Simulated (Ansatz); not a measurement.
# HfN: energy above lowest point as volume scale varies

Results calculated with Ansatz 0.2.0, not measured. Free energy against uniform scaling of the volume at fixed shape and fractions; periodic cell, basis, potentials, k mesh and filling as listed.

The cell before it is scaled or strained (space group Fm-3m, No. 225):
```
CELL_PARAMETERS angstrom
0.00000 2.26350 2.26350
2.26350 0.00000 2.26350
2.26350 2.26350 0.00000
ATOMIC_POSITIONS crystal
Hf 0.00000 0.00000 0.00000
N 0.50000 0.50000 0.50000
```

Settings of every row: functional r2SCAN; dispersion none; potentials PAW; wave cutoff 300 eV; density cutoff 1200 eV; k mesh 11x11x11; k shift 0x0x0; occupations fermi dirac; smearing width 0.1 eV; spin none; SCF threshold exponent -7.

Limits: coarse k mesh, up to 40 meV an atom off; cutoff under the advised one; odd electron count without spin; no spin-orbit coupling, which can matter with elements this heavy.

```csv
row,volume scale,V (Å³/atom),energy above lowest point (meV/atom)
1,0.9406,10.908,36.7
2,0.9703,11.252,8.5
3,1,11.597,0
4,1.0297,11.941,?
5,1.0594,12.286,34.1
```

Question: what energy above lowest point should row 4 give?

Worked fit of energy above lowest point. Take u = (V_r/V)^(2/3) − 1 with V_r = 11.425 Å³ an atom, which is twice the finite (Eulerian) strain; such expansions in the strain, on which the Birch-Murnaghan equation of state is built, carry the rest volume and the bulk modulus. The shown rows have u = 0.03135, 0.01022, -0.00991, -0.04728. Least squares give energy above lowest point = 1.85 + 398 × u + 22830 × u² meV/atom; a straight line predicts inner rows, each left out in turn, worse (root mean square 22 against 0.39 meV/atom). The rows lie off it by -0.1, 0.2, -0.1, 0.0. Its lowest point lies at u = -0.0087, or V = 11.58 Å³ an atom, and the curvature there gives the bulk modulus at fixed shape and fractions, B = (4/9)(1 + u)² E″(u)/V = 276 GPa. The withheld row has u = -0.02902, so the fit gives 1.85 + 398 × (-0.02902) + 22830 × (-0.02902)² = 9.5 meV/atom.

The calculation gave 9.7 meV/atom. The fit lies 0.2 meV/atom (0.54 % of the column's range) below it; its largest miss of a shown row is 0.2 meV/atom.
